\section*{The modified Dirac equation and the exact separation of spin}

\textbf{Student.} The Dirac Hamiltonian carries spin matrices in both off-diagonal blocks. Yet you said in the lecture that all spin dependence can be collected in one term without expanding in $1/c$. I do not see how both can be true.

\textbf{Lecturer.} Let us fix the premises first. (i) One electron moves in the field of a fixed nucleus. (ii) Its potential energy $V(\mathbf r)$ is a real local function, the same for all four components. (iii) There is no vector potential. (iv) We seek square-integrable bound states. I use Hartree atomic units, $\hbar=m=e=4\pi\epsilon_0=1$, with $c=1/\alpha=137.036$, $\mathbf p=-i\nabla$, $\mathbf l=\mathbf r\times\mathbf p$, $\mathbf s=\boldsymbol\sigma/2$, and I count the energy from the rest energy $c^2$. In the standard representation, with two-component spinors $\psi^L$ and $\psi^S$,
\begin{equation}
\begin{pmatrix} V & c\,\boldsymbol\sigma\cdot\mathbf p\\ c\,\boldsymbol\sigma\cdot\mathbf p & V-2c^2\end{pmatrix}
\begin{pmatrix}\psi^L\\ \psi^S\end{pmatrix}
=E\begin{pmatrix}\psi^L\\ \psi^S\end{pmatrix}. \tag{1}
\end{equation}
The only algebra we need is $\sigma_i\sigma_j=\delta_{ij}+i\epsilon_{ijk}\sigma_k$. For vector operators $\mathbf a$, $\mathbf b$ that commute with $\boldsymbol\sigma$, kept in their order, it gives the Dirac identity
\begin{equation}
(\boldsymbol\sigma\cdot\mathbf a)(\boldsymbol\sigma\cdot\mathbf b)=\mathbf a\cdot\mathbf b+i\,\boldsymbol\sigma\cdot(\mathbf a\times\mathbf b). \tag{2}
\end{equation}
The components of $\mathbf p$ commute, so $\mathbf p\times\mathbf p=0$ and $(\boldsymbol\sigma\cdot\mathbf p)^2=p^2=2T$. Now define a new spinor, the pseudo-large component $\phi^L$, by
\begin{equation}
\psi^S=\frac{\boldsymbol\sigma\cdot\mathbf p}{2c}\,\phi^L. \tag{3}
\end{equation}

\textbf{Student.} That is the Pauli approximation. Everyone writes $\psi^S\approx\boldsymbol\sigma\cdot\mathbf p\,\psi^L/2c$ and then apologises for it.

\textbf{Lecturer.} It would be if I had written $\psi^L$ on the right. I wrote a new unknown, so (3) is a change of variable, and I owe you only existence and uniqueness. In momentum space $\boldsymbol\sigma\cdot\mathbf p$ is a $2\times2$ matrix whose square is $p^2$, so its inverse is $\boldsymbol\sigma\cdot\mathbf p/p^2$ everywhere except at the single point $\mathbf p=0$. Hence $\phi^L=2c\,(\boldsymbol\sigma\cdot\mathbf p)\,p^{-2}\psi^S$. A bound $\psi^S$ is integrable, so its transform is bounded; $|\phi^L|^2$ then grows at most as $p^{-2}$ at the origin, which is integrable in three dimensions. So $\phi^L$ exists and is square integrable. It is unique, because a square-integrable spinor annihilated by $\boldsymbol\sigma\cdot\mathbf p$ vanishes for all $\mathbf p\neq0$ and is therefore zero.

\textbf{Student.} Granted. Then substitute.

\textbf{Lecturer.} In the upper row of (1), $c\,\boldsymbol\sigma\cdot\mathbf p\,\psi^S=\tfrac12(\boldsymbol\sigma\cdot\mathbf p)^2\phi^L=T\phi^L$, so
\begin{equation}
V\psi^L+T\phi^L=E\psi^L. \tag{4}
\end{equation}
The lower row becomes
\begin{equation}
c\,\boldsymbol\sigma\cdot\mathbf p\,\psi^L+(V-2c^2)\frac{\boldsymbol\sigma\cdot\mathbf p}{2c}\phi^L=E\,\frac{\boldsymbol\sigma\cdot\mathbf p}{2c}\phi^L. \tag{5}
\end{equation}
Multiply it from the left by $\boldsymbol\sigma\cdot\mathbf p/2c$. That operator annihilates no admissible spinor, so no solution is gained or lost. Term by term: the first gives $T\psi^L$; the $V$ term gives $W\phi^L/4c^2$ with $W=(\boldsymbol\sigma\cdot\mathbf p)V(\boldsymbol\sigma\cdot\mathbf p)$; the $-2c^2$ term gives $-2c^2p^2/4c^2=-T$; the right side gives $Ep^2/4c^2=ET/2c^2$. Together with (4),
\begin{equation}
\begin{pmatrix} V & T\\ T & \dfrac{W}{4c^2}-T\end{pmatrix}
\begin{pmatrix}\psi^L\\ \phi^L\end{pmatrix}
=E\begin{pmatrix}1&0\\0&\dfrac{T}{2c^2}\end{pmatrix}
\begin{pmatrix}\psi^L\\ \phi^L\end{pmatrix}. \tag{6}
\end{equation}
This is the modified Dirac equation. The substitution goes back to Kutzelnigg (1984), and its use for spin separation to Dyall (1994).

\textbf{Student.} Why multiply at all? Equation (5) was already correct, and now you have a kinetic energy in the metric, which looks unnatural.

\textbf{Lecturer.} Two reasons. Equations (4) and (5) together are not of Hermitian form. With $U=\mathrm{diag}(1,\boldsymbol\sigma\cdot\mathbf p/2c)$, which is Hermitian, (6) reads $UH_DU\,\Phi=E\,U^2\Phi$ for $\Phi=(\psi^L,\phi^L)$, a Hermitian problem with a positive metric. And the metric is just the old norm, since $\langle\psi^S|\psi^S\rangle=\langle\phi^L|p^2|\phi^L\rangle/4c^2$:
\begin{equation}
\langle\psi^L|\psi^L\rangle+\frac{1}{2c^2}\langle\phi^L|T|\phi^L\rangle=1. \tag{7}
\end{equation}
The second reason is that $\boldsymbol\sigma\cdot\mathbf p$ now appears only in pairs. $V$, $T$ and the metric are free of spin, and $W$ alone is left. Apply (2) with $\mathbf a=\mathbf p$, $\mathbf b=V\mathbf p$:
\begin{equation}
W=\mathbf p\cdot V\mathbf p+i\,\boldsymbol\sigma\cdot(\mathbf pV\times\mathbf p), \tag{8}
\end{equation}
where the last term stands for $i\sigma_k\epsilon_{kij}\,p_iVp_j$ and each $p$ acts on everything to its right. Write $p_iV=Vp_i-i(\partial_iV)$. The piece $\epsilon_{kij}Vp_ip_j$ vanishes by symmetry, and $i\cdot(-i)=1$, so
\begin{equation}
W=W_{\rm sf}+W_{\rm so},\qquad W_{\rm sf}=\mathbf p\cdot V\mathbf p,\qquad W_{\rm so}=\boldsymbol\sigma\cdot(\nabla V\times\mathbf p). \tag{9}
\end{equation}
The Hamiltonian of (6) is a spin-free part, with $W_{\rm sf}$ in place of $W$, plus the block matrix $\mathrm{diag}(0,W_{\rm so}/4c^2)$. For a central potential $\nabla V=V'\mathbf r/r$ with $V'=dV/dr$, so $\nabla V\times\mathbf p=(V'/r)\,\mathbf l$, and with $\boldsymbol\sigma=2\mathbf s$
\begin{equation}
H_{\rm so}=\frac{W_{\rm so}}{4c^2}=\frac{1}{2c^2}\,\frac1r\frac{dV}{dr}\,\mathbf l\cdot\mathbf s. \tag{10}
\end{equation}
In general units (3) has $2mc$, the block is $W/4m^2c^2-T$, the metric $T/2mc^2$, and the prefactor in (10) is $1/2m^2c^2$ with $\mathbf l$ and $\mathbf s$ carrying $\hbar$.

\textbf{Student.} But (10) is the Pauli spin--orbit operator, Thomas factor included, and that is the first term of a series. How can it be exact?

\textbf{Lecturer.} The operator has the same form, but it acts between pseudo-large components only, and the higher orders live in $\phi^L$. Rearranging (5),
\begin{equation}
\boldsymbol\sigma\cdot\mathbf p\,\psi^L=\Big(1+\frac{E-V}{2c^2}\Big)\boldsymbol\sigma\cdot\mathbf p\,\phi^L. \tag{11}
\end{equation}
As $c\to\infty$ the two spinors coincide and (4) is the Schr\"odinger equation. At finite $c$ they part where $|V|$ approaches $2c^2$, inside $r\approx Z/2c^2$ for $V=-Z/r$, which is $2.7\times10^{-5}$ bohr in hydrogen. The exact statement about energies is this. Scale $H_{\rm so}$ by a parameter $\lambda$. The metric does not depend on $\lambda$, so differentiating (6) and projecting on $\Phi$, normalised by (7), gives
\begin{equation}
\frac{dE}{d\lambda}=\langle\phi^L_\lambda|H_{\rm so}|\phi^L_\lambda\rangle,\qquad
E_{\rm Dirac}-E_{\rm sf}=\int_0^1\langle\phi^L_\lambda|H_{\rm so}|\phi^L_\lambda\rangle\,d\lambda. \tag{12}
\end{equation}

\textbf{Student.} A region of $10^{-5}$ bohr sounds like pedantry. Does it matter which spinor I use?

\textbf{Lecturer.} For $p_{1/2}$ it decides whether the integral exists. Go to radial form. From (2), $(\boldsymbol\sigma\cdot\hat{\mathbf r})(\boldsymbol\sigma\cdot\mathbf p)=-i\partial_r+i\,\boldsymbol\sigma\cdot\mathbf l/r$, and $(\boldsymbol\sigma\cdot\hat{\mathbf r})^2=1$, so $\boldsymbol\sigma\cdot\mathbf p=-i(\boldsymbol\sigma\cdot\hat{\mathbf r})(\partial_r-\boldsymbol\sigma\cdot\mathbf l/r)$. On a spinor harmonic $\Omega_{\kappa m}$, $\boldsymbol\sigma\cdot\mathbf l=j(j+1)-l(l+1)-\tfrac34=-(\kappa+1)$, with $\kappa=-1,+1,-2$ for $s_{1/2}$, $p_{1/2}$, $p_{3/2}$ and $\kappa(\kappa+1)=l(l+1)$. Every block of (6) commutes with $\boldsymbol\sigma\cdot\mathbf l$, so $\psi^L=(P/r)\Omega_{\kappa m}$ and $\phi^L=(F/r)\Omega_{\kappa m}$ share one angular function. Since $\partial_r(F/r)+(\kappa+1)F/r^2=(F'+\kappa F/r)/r$, the radial action of $\boldsymbol\sigma\cdot\mathbf p$ is $D=d/dr+\kappa/r$, with adjoint $D^\dagger=-d/dr+\kappa/r$ and $T=D^\dagger D/2$. With $G=DF$, (4) and (11) read
\begin{equation}
D^\dagger G=2(E-V)P,\qquad DP=\Big(1+\frac{E-V}{2c^2}\Big)G. \tag{13}
\end{equation}
For $V=-Z/r$ put $P\to p_0r^\gamma$, $G\to g_0r^\gamma$ at small $r$. The leading terms give $(\kappa-\gamma)g_0=2Zp_0$ and $(\kappa+\gamma)p_0=Zg_0/2c^2$, whose product is $\gamma^2=\kappa^2-Z^2/c^2$. For $\kappa=1$, $\gamma<1$. Then $\int P^2r^{-3}dr$ has the integrand $r^{2\gamma-3}$ and diverges. But $F=r^{-1}\int_0^r sG\,ds$ goes as $r^{\gamma+1}$, and $\int F^2r^{-3}dr$ has the integrand $r^{2\gamma-1}$, which converges for any $\gamma>0$.

\textbf{Student.} I would like to see (10) come out of the radial form as well. A sign in a cross product is easy to lose.

\textbf{Lecturer.} Good habit. $\langle W\rangle=\int V(F'+\kappa F/r)^2dr$. The spin-free part is the integral of $V|\nabla\phi^L|^2$, namely $\int V[(F'-F/r)^2+l(l+1)F^2/r^2]dr$. Subtract the brackets: the cross terms leave $2(\kappa+1)FF'/r$, the squares leave $[\kappa^2-1-\kappa(\kappa+1)]F^2/r^2=-(\kappa+1)F^2/r^2$, and the sum is $(\kappa+1)(F^2/r)'$. Integrating by parts,
\begin{equation}
\langle W_{\rm so}\rangle=(\kappa+1)\int V\Big(\frac{F^2}{r}\Big)'dr=-(\kappa+1)\int\frac{V'}{r}F^2dr, \tag{14}
\end{equation}
provided $VF^2/r$ vanishes at both ends, which for the Coulomb case asks only that $F/r\to0$. This is (10) with $2\,\mathbf l\cdot\mathbf s=-(\kappa+1)$. Note a corollary: for $\kappa=-1$ the term is absent, so the spin-free equation gives the $s_{1/2}$ levels of the Dirac equation exactly.

\textbf{Student.} Where does the basis set enter? So far this is operator algebra.

\textbf{Lecturer.} Both unknowns have the same angular symmetry and the same non-relativistic limit, so we expand both in one set of real scalar functions $\chi_\mu$, $\mu=1,\dots,n$, times spin functions, with coefficients $\mathbf a$ and $\mathbf b$. Projection of (6) gives
\begin{equation}
\begin{pmatrix}\mathbf V&\mathbf T\\ \mathbf T&\dfrac{\mathbf W}{4c^2}-\mathbf T\end{pmatrix}
\begin{pmatrix}\mathbf a\\ \mathbf b\end{pmatrix}
=E\begin{pmatrix}\mathbf S&0\\0&\dfrac{\mathbf T}{2c^2}\end{pmatrix}
\begin{pmatrix}\mathbf a\\ \mathbf b\end{pmatrix}, \tag{15}
\end{equation}
where $\mathbf S$ is the overlap matrix and, moving the left $\mathbf p$ onto the bra,
\begin{equation}
W_{\mu\nu}=\int V\,\nabla\chi_\mu\cdot\nabla\chi_\nu\,d^3r+i\,\boldsymbol\sigma\cdot\int V\,\nabla\chi_\mu\times\nabla\chi_\nu\,d^3r. \tag{16}
\end{equation}
The first integral is real and symmetric, the second real and antisymmetric. By (3), the same matrices arise from (1) when $\psi^S$ is expanded in the functions $\boldsymbol\sigma\cdot\mathbf p\,\chi_\mu/2c$. That is restricted kinetic balance, so (15) is the kinetically balanced matrix Dirac equation, not an approximation to it. As $c\to\infty$ the lower row gives $\mathbf T(\mathbf a-\mathbf b)=0$, and $\mathbf T$ is positive definite, so $\mathbf b=\mathbf a$ and $(\mathbf T+\mathbf V)\mathbf a=E\mathbf S\mathbf a$: the electronic roots go to the Schr\"odinger roots of the same basis. Dropping the second integral in (16) turns a complex problem of dimension $4n$ into two identical real ones of dimension $2n$.

\textbf{Student.} You call the separation exact. Is it also unique? I could have chosen another substitution.

\textbf{Lecturer.} You could, and it is not unique, a point made by Visscher and van Lenthe (1999). Take $\psi^S=c^{-1}K\,\boldsymbol\sigma\cdot\mathbf p\,\tilde\phi$ with $K=c^2/(2c^2-V)$. The same steps give off-diagonal blocks $X=\boldsymbol\sigma\cdot\mathbf p\,K\,\boldsymbol\sigma\cdot\mathbf p$, a lower block $-X$, because $K(V-2c^2)=-c^2$, and a lower metric $\boldsymbol\sigma\cdot\mathbf p\,K^2\boldsymbol\sigma\cdot\mathbf p/c^2$. Spin now sits in three blocks and in the metric. With $K=\tfrac12+V/4c^2+\dots$ we have $X=T+W/4c^2+\dots$, and the first-order energy collects $W/4c^2$ with weight $1+1-1=1$, so both splittings agree at order $c^{-2}$. Beyond that the two spin-free equations are different equations. Exact means that the parts of (6) add up to the Dirac operator; the spin-free part by itself is a convention tied to (3).

\textbf{Student.} Then show me numbers. Hydrogen 2p.

\textbf{Lecturer.} Model: point nucleus of infinite mass, $V=-Z/r$. Put $\varepsilon=c^{-2}=5.32514\times10^{-5}$ and write (6) as $(H_0+\varepsilon H_1)\Phi=E(S_0+\varepsilon S_1)\Phi$ with $H_1=\mathrm{diag}(0,W/4)$, $S_0=\mathrm{diag}(1,0)$, $S_1=\mathrm{diag}(0,T/2)$. At order zero $\Phi_0=(\psi_0,\psi_0)$, with $\psi_0$ the normalised Schr\"odinger state of energy $E_0$. The first-order equation is $(H_0-E_0S_0)\Phi_1=(E_1S_0+E_0S_1-H_1)\Phi_0$. Projection on $\Phi_0$ removes the left side:
\begin{equation}
E_1=\tfrac14\langle\psi_0|W|\psi_0\rangle-\tfrac12E_0\langle\psi_0|T|\psi_0\rangle. \tag{17}
\end{equation}
The $n=2$ states differ in $\kappa$ or $m$, which are conserved, so they do not mix. The 2p function is $F=Nr^2e^{-\zeta r}$ with $\zeta=Z/2$ and $N^2=(2\zeta)^5/4!=4\zeta^5/3$. Using $\int_0^\infty r^ke^{-2\zeta r}dr=k!/(2\zeta)^{k+1}$ one finds $\langle T\rangle=\zeta^2/2=Z^2/8$, $\langle V\rangle=-Z\zeta/2=-Z^2/4$, $E_0=-Z^2/8$ and
\begin{align}
\langle W_{\rm sf}\rangle&=-ZN^2\!\int_0^\infty\! r\,[(1-\zeta r)^2+2]\,e^{-2\zeta r}dr=-\frac{ZN^2}{\zeta^2}\Big(\frac34-\frac12+\frac38\Big)=-\frac{5Z^4}{48}, \tag{18}\\
\langle W_{\rm so}\rangle&=-(\kappa+1)Z\langle r^{-3}\rangle,\qquad \langle r^{-3}\rangle=\frac{N^2}{4\zeta^2}=\frac{Z^3}{24}. \tag{19}
\end{align}
The metric term of (17) is $+Z^4/128$. The spin-free shift is $E_1^{\rm sf}=(-5/192+1/128)Z^4=-7Z^4/384$. The spin--orbit part is $+Z^4/96$ for $j=3/2$ and $-Z^4/48$ for $j=1/2$. The totals are $-Z^4/128$ and $-5Z^4/128$, and the splitting is
\begin{equation}
\Delta^{(1)}=E(2p_{3/2})-E(2p_{1/2})=\frac{Z^4}{32c^2}. \tag{20}
\end{equation}
For $Z=1$ this is $1.66410\times10^{-6}\,E_{\rm h}$. With $1\,E_{\rm h}=219474.63$ cm$^{-1}$ the first-order shifts $\varepsilon E_1$, in cm$^{-1}$, are
\begin{center}
\begin{tabular}{lrrr}
level & spin-free & spin--orbit & total\\ \hline
$2p_{3/2}$ & $-0.21305$ & $+0.12174$ & $-0.09131$\\
$2p_{1/2}$ & $-0.21305$ & $-0.24349$ & $-0.45654$
\end{tabular}
\end{center}
The spin--orbit entries cancel with the weights $2j+1=4$ and $2$, so at this order the spin-free level is the centre of gravity of the doublet.

\textbf{Student.} Now you have expanded in $1/c$ after all. What does the unexpanded equation give?

\textbf{Lecturer.} Two answers, the exact one and the smallest basis. For $2p_{3/2}$, (13) with $\kappa=-2$ is solved by $P=r^{\gamma_2}e^{-\eta r}$, $G=gP$, $\gamma_2=\sqrt{4-Z^2\varepsilon}$. The $1/r$ terms give $g=-2Z/(2+\gamma_2)$, the constant terms $\eta g=2E$ and $-\eta=g(1+\varepsilon E/2)$. Eliminating $\eta$, $E(1+\varepsilon g^2/4)=-g^2/2$, and $Z^2\varepsilon=(2-\gamma_2)(2+\gamma_2)$ turns the bracket into $4/(2+\gamma_2)$, so $E=c^2(\gamma_2/2-1)$. For $2p_{1/2}$ I quote the closed Dirac--Coulomb result, $E=c^2[\sqrt{(1+\gamma_1)/2}-1]$ with $\gamma_1=\sqrt{1-Z^2\varepsilon}$. For $Z=1$ their expansions are
\begin{equation}
E_{3/2}=-\tfrac18-\tfrac{1}{128}\varepsilon-\tfrac{1}{1024}\varepsilon^2-\dots,\qquad
E_{1/2}=-\tfrac18-\tfrac{5}{128}\varepsilon-\tfrac{21}{1024}\varepsilon^2-\dots \tag{21}
\end{equation}
The first-order terms are those we found, and $\Delta=\Delta^{(1)}(1+\tfrac58\varepsilon+\dots)$. Now take the single function $\chi=\psi_0$ in (15). With the numbers $V=-\tfrac14$, $T=\tfrac18$ and $w=W/4T$, which is $-\tfrac18$ for $j=3/2$ and $-\tfrac38$ for $j=1/2$, the secular determinant divided by $T$ gives
\begin{equation}
(E-V)\big[1+\varepsilon(E/2-w)\big]=T. \tag{22}
\end{equation}
The two roots add up to $-2c^2+2w+V$, so the lower one lies near $-2c^2+2w-T$, on the negative-energy side. For the upper one set $u=E_0/2-w$, equal to $\tfrac1{16}$ and $\tfrac5{16}$. Expanding $E=V+T/[1+\varepsilon(E/2-w)]$ gives $E_1=-Tu$, again $-\tfrac1{128}$ and $-\tfrac5{128}$, and $E_2=T(u^2+Tu/2)$, which is $+\tfrac1{1024}$ and $+\tfrac{15}{1024}$. So the one-function splitting is $\Delta^{(1)}(1-\tfrac7{16}\varepsilon+\dots)$. In cm$^{-1}$: first order $0.365229$, one function $0.365220$, exact Dirac $0.365241$.

\textbf{Student.} The one-function result moves the wrong way. It is further from the exact value than first order is.

\textbf{Lecturer.} Yes: relative to first order it goes down by $2.3\times10^{-5}$ where the exact value goes up by $3.3\times10^{-5}$, a basis-set error of $5.7\times10^{-5}$ of the splitting. First order needs only $\psi_0$, which the basis holds exactly. Second order needs $\Phi_1$, the change of shape of $P$ and $F$, and one function can change only the ratio $b/a$. The equation is exact; this basis is complete only through order $c^{-2}$.

\textbf{Student.} May I then quote $0.365241$ cm$^{-1}$ for the hydrogen atom?

\textbf{Lecturer.} No. Those six figures compare three treatments of one model. The premises leave out terms far larger than the differences between them, and I give their leading sizes as known results without deriving them. The anomalous magnetic moment replaces the unit coefficient of (10) by $g_e-1\approx1+\alpha/\pi$, a relative change of $+2.3\times10^{-3}$ or $+8.5\times10^{-4}$ cm$^{-1}$. Nuclear recoil scales the splitting, at leading order, with the reduced mass; for $M/m\approx1836.15$ that is $-5.4\times10^{-4}$ or $-2.0\times10^{-4}$ cm$^{-1}$. Hyperfine coupling splits each level by an amount of relative order $g_pm/M=3.0\times10^{-3}$, with $g_p\approx5.586$, so the interval refers to hyperfine centroids. The model's number is $0.365$ cm$^{-1}$, or $10.95$ GHz, and the first two omissions together would raise it by about $0.18$ per cent.

\textbf{Student.} Then state plainly where the result holds and where it stops.

\textbf{Lecturer.} Equations (6) to (9) hold to all orders in $1/c$ for any local scalar $V$, molecular or mean-field, and (10) needs spherical symmetry in addition. For a point nucleus $\gamma_1$ must be real, $Z<c$. The limits are these. First, with a vector potential, $\boldsymbol\pi=\mathbf p+\mathbf A$, (2) gives $(\boldsymbol\sigma\cdot\boldsymbol\pi)^2=\pi^2+\boldsymbol\sigma\cdot\mathbf B$, so a substitution built on $\boldsymbol\pi$ puts spin into the kinetic blocks and the metric. Second, the Coulomb repulsion $1/r_{12}$ is multiplicative and separates by (2) electron by electron, but this adds two-electron spin terms, and the Gaunt or Breit interaction contains Dirac matrices and needs its own analysis. Third, operators for properties must be transformed with $U$, since $|\phi^L|^2$ is no density. Fourth, the spin-free part depends on the choice (3) beyond order $c^{-2}$. Fifth, (15) has the right non-relativistic limit, but nothing we derived makes its roots upper bounds at finite $c$. Sixth, for $\kappa>0$ the function $F=r^{-\kappa}\int_0^rs^\kappa G\,ds$ can keep an algebraic tail $r^{-\kappa}$. Integrating $s^\kappa$ times the second equation of (13) gives zero on the left, since $s^\kappa DP=(s^\kappa P)'$, so $(1+\varepsilon E/2)\int_0^\infty s^\kappa G\,ds=\tfrac\varepsilon2\int_0^\infty s^\kappa VG\,ds$. For hydrogen $2p_{1/2}$, with $F\approx r^2e^{-r/2}$ and $G\approx(3r-r^2/2)e^{-r/2}$, the last integral is $-(12-8)=-4$ and the tail is $-2\varepsilon/r$. It is square integrable and $D$ annihilates it, so it adds nothing to $\psi^S$ at large $r$. Last, replacing $\phi^L$ by $\psi_0$ in (12) is a separate approximation. Energies scale as $Z^2$ times a function of $Z^2\varepsilon$, so its relative error in the 2p splitting starts at $\tfrac58(Z/c)^2$: negligible for hydrogen, but $0.083$ at $Z=50$, where (15) should be solved as it stands.